\textbf{Question.} I want the elastic after-effect of a hydrogen-loaded vanadium ribbon bent by a constant moment. I assume thickness $d=0.50$ mm, H/V ratio $c=0.010$, $T=300$ K and surface strain $10^{-4}$; the surfaces let no hydrogen through. Typical values for V and dilute H in V are $E=128$ GPa, $\nu=0.37$, atomic volume $\Omega=13.9$ \AA$^3$, $\mathrm{Tr}\,\lambda=0.19$ and $D^{*}=D_0e^{-E_a/kT}$ with $D_0=3.1\times10^{-4}$ cm$^2$/s, $E_a=45$ meV. How large is the Gorsky relaxation and how long does it take? The neutral plane is a symmetry plane, so can I put half the thickness into the slab formula?

\textbf{Answer.} No, that shortens the time by a factor of 4. The strength comes first because it needs no kinetics. Then follows the half-thickness argument, which is wrong, and its repair.

\textbf{Conventions and strength}

Let $z\in[-d/2,d/2]$ run across the thickness, with tension positive and on the side $z>0$. The concentration $c$ counts H per V atom, and at the assumed value the alloy is typically still in the $\alpha$ solid solution at 300 K. Reorientation among sites (Snoek relaxation) needs only single jumps, so on the time scale of long-range diffusion the orientation-averaged $\lambda$ tensor of the cubic host acts, and it is isotropic. With $L=\mathrm{Tr}\,\lambda/3$,
\begin{equation}
\varepsilon^{\rm an}_{ij}=L\,\delta c\,\delta_{ij},\qquad \mu=\mu_0+\mu'\,\delta c-\Omega L\,\mathrm{Tr}\,\sigma, \tag{1}
\end{equation}
where $\mu$ is the chemical potential per H atom and $\mu'=\partial\mu/\partial c$ at zero stress. The moment sets up the uniaxial stress $\sigma=\sigma' z$. In equilibrium $\mu$ is uniform, so $\delta c=gz$ with $g=\Omega L\sigma'/\mu'$. A strain linear in $z$ is taken up by curvature without internal stress. Dividing the anelastic curvature $Lg$ by the elastic curvature $\sigma'/E$, with $E$ the unrelaxed modulus, gives
\begin{equation}
\Delta=\frac{E\Omega L^2}{\mu'}\;\longrightarrow\;\frac{E\,c\,\Omega}{kT}\left(\frac{\mathrm{Tr}\,\lambda}{3}\right)^2\quad\text{for }\mu'=\frac{kT}{c}. \tag{2}
\end{equation}
An attractive H--H interaction $u$ makes $\mu'=kT/c-u=k(T-T_s)/c$ with $T_s=cu/k$, so that $\Delta\propto 1/(T-T_s)$, a Curie--Weiss law.

Here $L=0.0633$, $E\Omega L^2=44.5$ meV and $kT=25.85$ meV, so the dilute model gives $\Delta=0.017$. The surface stress is $\sigma_s=12.8$ MPa and $\delta c/c=\Omega L\sigma_s/kT=0.0027$ at the surface, which justifies linearising.

The flux is $j=-(D^{*}c/kT)\,\partial_z\mu$. With $\mathrm{Tr}\,\sigma=\sigma' z$,
\begin{equation}
j=-D\,(\partial_z\delta c-g),\qquad \partial_t\,\delta c=D\,\partial_z^2\delta c,\qquad D=D^{*}\frac{c\mu'}{kT}. \tag{3}
\end{equation}
$D$ is the chemical diffusion coefficient. In the dilute limit $D=D^{*}=5.44\times10^{-5}$ cm$^2$/s.

\textbf{The attempt that goes wrong (its result is wrong)}

\emph{(a)} The problem has a definite symmetry about $z=0$, so only the half $0\le z\le h$ with $h=d/2$ needs solving.

\emph{(b)} This half is a slab of thickness $h$, and a sealed slab has modes $\cos(n\pi z/h)$ with slowest time $h^2/(\pi^2D)$.

\emph{(c)} Therefore
\begin{equation}
\tau_{\rm wrong}=\frac{(d/2)^2}{\pi^2D}=\frac{d^2}{4\pi^2D}=1.2\ \text{s}\qquad\text{(wrong)}, \tag{4}
\end{equation}
quoted together with $\Delta=0.017$.

\textbf{The symptom}

Follow the modes of line (b) to $t\to\infty$. They vanish in slope at both ends of the half slab, so each half keeps its own hydrogen. Zero flux inside each half then means slope $g$ with zero mean in each half:
\begin{equation}
\delta c_{\rm wrong}(z,\infty)=g\left(z-\frac{d}{4}\,\mathrm{sgn}\,z\right). \tag{5}
\end{equation}
By (1) the chemical potential of this sawtooth jumps at the neutral plane by $\mu'gd/2=\Omega L\sigma_s$, so it is no equilibrium state. At fixed moment the anelastic curvature is $L$ times the slope of the linear part of $\delta c$, which is $(12/d^3)\int z\,\delta c\,dz$. For (5), using $\int|z|\,dz=d^2/4$,
\begin{equation}
\frac{12}{d^3}\int_{-d/2}^{d/2}z\,\delta c_{\rm wrong}\,dz=g\left(1-\frac{12}{d^3}\,\frac d4\,\frac{d^2}{4}\right)=\frac g4 . \tag{6}
\end{equation}
The kinetics of the attempt lead to a strength $\Delta/4=0.0043$, while thermodynamics fixes (2). A time constant and a strength that belong to different end states cannot both be right.

\textbf{The faulty line}

Line (a) is legitimate and line (b) is the fault. The slab formula assumes zero flux at both faces. A mirror plane carries zero flux when the profile is even, but the bending stress is odd in $z$, and so is $\delta c$. At the neutral plane the condition is $\delta c=0$, and all hydrogen that moves from the compressed half to the stretched half passes through it. The half slab has one sealed face and one pinned face, so it holds a quarter wavelength, $q=\pi/(2h)$, and its time is $4h^2/(\pi^2D)$.

\textbf{The mended calculation}

Put $w=gz-\delta c$. It obeys the diffusion equation with $w(z,0)=gz$ and $\partial_zw=0$ at $z=\pm d/2$. The odd modes are $\sin(n\pi z/d)$, and $\cos(n\pi/2)=0$ selects odd $n$. With $s_n=\sin(n\pi/2)=\pm1$,
\begin{equation}
\int_{-d/2}^{d/2}z\sin\frac{n\pi z}{d}\,dz=\frac{2d^2s_n}{n^2\pi^2},\qquad z=\sum_{n\ \rm odd}\frac{4d\,s_n}{n^2\pi^2}\sin\frac{n\pi z}{d}. \tag{7}
\end{equation}
Each mode decays at the rate $D(n\pi/d)^2$. Its share of the curvature is the expansion coefficient times $12/d^3$ times the integral in (7), which is $96/(n^4\pi^4)$. The curvature $K$ then follows
\begin{equation}
\frac{K(t)-K_{\rm el}}{K_{\rm el}}=\Delta\left[1-\sum_{n\ \rm odd}\frac{96}{\pi^4n^4}\,e^{-n^2t/\tau}\right],\qquad \tau=\frac{d^2}{\pi^2D}, \tag{8}
\end{equation}
with $d$ the full thickness. The weights add to one because $\sum_{n\,\rm odd}n^{-4}=\pi^4/96$, so the end state now agrees with (2). The first mode carries $0.9855$, and the next carries $0.0122$ with time $\tau/9$. For the ribbon the dilute model gives
\begin{equation}
\Delta=0.017,\qquad \tau=4.7\ \text{s},\qquad \tau/9=0.52\ \text{s}. \tag{9}
\end{equation}
These are the model's numbers. They rest on inputs chosen as typical of dilute H in V and test nothing about them.

\textbf{Size of the error}

The attempt gives 1.2 s for 4.7 s, which is 75 per cent too short at any temperature and thickness. At $t=3\tau_{\rm wrong}=3.5$ s it expects 4.9 per cent of the after-effect to remain, whereas (8) leaves 47 per cent. Used backwards, on a decay time of the size in (9), Eq.~(4) returns $1.4\times10^{-5}$ cm$^2$/s in place of $5.4\times10^{-5}$ cm$^2$/s. The whole factor goes into $D_0$ while $E_a$ is untouched, so a straight Arrhenius plot does not reveal it.

The related slip is to use (8) for a round wire of diameter $d$. There the modes are $J_1(2\alpha r/d)\cos\varphi$ with $J_1'(\alpha)=0$, so $\alpha=1.841$ and $\tau=d^2/(4\alpha^2D)=d^2/(13.56\,D)$ with weight $8/[\alpha^2(\alpha^2-1)]=0.987$. For $d=0.50$ mm this is 3.4 s, and the slab value is too long by a factor of 1.37.

\textbf{What was neglected}

\emph{H--H interaction.} In isotropic elasticity the volume change per H is $\Delta v=3\Omega L$, of which the fraction $2(1-2\nu)/[3(1-\nu)]$ is the uniform image dilatation. Another H couples to a dilatation with energy $-B\,\Delta v\,\mathrm{Tr}\,\varepsilon$, where $B=E/[3(1-2\nu)]$. This gives $u=2E\Omega L^2/(1-\nu)=141$ meV and $T_s=16$ K. Since $D=D^{*}(1-T_s/T)$, both $\Delta$ and $\tau$ rise by $T/(T-T_s)$, about 6 per cent. Electronic contributions to $u$ are not in this estimate, so the second figure in (9) is uncertain. The factor of 4 does not depend on $u$.

\emph{Coherency stress.} During the transient $\delta c$ is not linear in $z$. In a ribbon much wider than thick, the nonlinear part $\delta c_{\rm nl}$ produces $\sigma_{xx}=\sigma_{yy}=-EL\,\delta c_{\rm nl}/(1-\nu)$ and adds $\kappa\mu'\delta c_{\rm nl}$ to $\mu$, where $\kappa=2\Delta/(1-\nu)=0.055$. A mode $\sin qz$ then decays at $(1+\kappa)Dq^2$. With $x=qd/2$ its linear part has slope $6(\sin x-x\cos x)/(x^2d)$, and zero flux at the faces requires
\begin{equation}
(1+\kappa)\,x^3\cos x=3\kappa\,(\sin x-x\cos x). \tag{10}
\end{equation}
To first order $x=\pi/2-24\kappa/\pi^3$, and the rate changes by the factor $1+\kappa(1-96/\pi^4)=1+0.0145\,\kappa$, below 0.1 per cent here. So $D$ in (8) is the one built on the stress-free $\mu'$.

\emph{Transverse bending.} Equation (2) needs a ribbon free to curve across its width $b$, which holds away from clamps if $b^2\ll R_cd$. The bending radius is $R_c=d/(2\times10^{-4})=2.5$ m, so $b\ll35$ mm. If transverse curvature is suppressed, then $\sigma_{yy}=\nu\sigma-EL\,\delta c$, the elastic strain is $(1-\nu^2)\sigma/E$ and the anelastic strain is $(1+\nu)L\,\delta c$. To leading order in $\Delta$ the strength grows by $(1+\nu)/(1-\nu)=2.2$, while $\tau$ shifts only at relative order $\Delta$.